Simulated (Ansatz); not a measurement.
## From C to Ge: the HOMO–LUMO gap

One atom is swapped for its congeners: C4H10 `CCCC`; C3H10Si `CC[SiH2]C`; C3H10Ge `C[CH2][GeH2][CH3]`. All are singlets with charge 0.

Shapes, held fixed at every level: PBE0-D4/def2-TZVP. Flexible molecules stand in one conformer, not always the lowest. Programs: Ansatz 0.2.0. Values in eV.

How should the HOMO–LUMO gap change along the series?

At wB97M-V/def2-TZVPP the HOMO–LUMO gap falls at every step, from 14.01 to 12.64 eV. Every level shows the same order. Relativity is left out for Ge unless named. Orbital gaps aren't excitation energies, and the LUMO depends on the basis.

```csv
level,C4H10,C3H10Si,C3H10Ge
PBE-D4/def2-TZVPP,8.07,7.13,7.00
r2SCAN-D4/def2-TZVPP,9.17,8.03,7.90
BHLYP-D4/def2-TZVPP,12.23,11.05,10.75
PBE0-D4/def2-TZVPP,10.25,9.19,9.00
wB97X-V/def2-TZVPP,14.58,13.43,13.17
wB97M-V/def2-TZVPP,14.01,12.87,12.64
```

Replacing a carbon of the butane chain by silicon accounts for most of the narrowing, while going on to germanium adds little, and this uneven pattern holds in every row. The heavier atoms form longer, more polar bonds to carbon, with weaker overlap between their valence orbitals and those of carbon and hydrogen. This probably raises the filled σ levels and lowers the empty σ* levels, closing the gap from both sides. Silicon and germanium resemble each other because the filled 3d shell of germanium screens the nuclear charge poorly, which keeps its valence shell compact and its bonding close to that of silicon.

The choice of functional matters far more for the size of the gap than the choice of atom: butane alone runs from 8.07 to 14.58 eV, probably mainly because the functionals differ in their share and range of exact exchange. The ordering is therefore much better supported than any absolute gap. The gaps alone don't show how much of the narrowing comes from the occupied side and how much from the empty one.
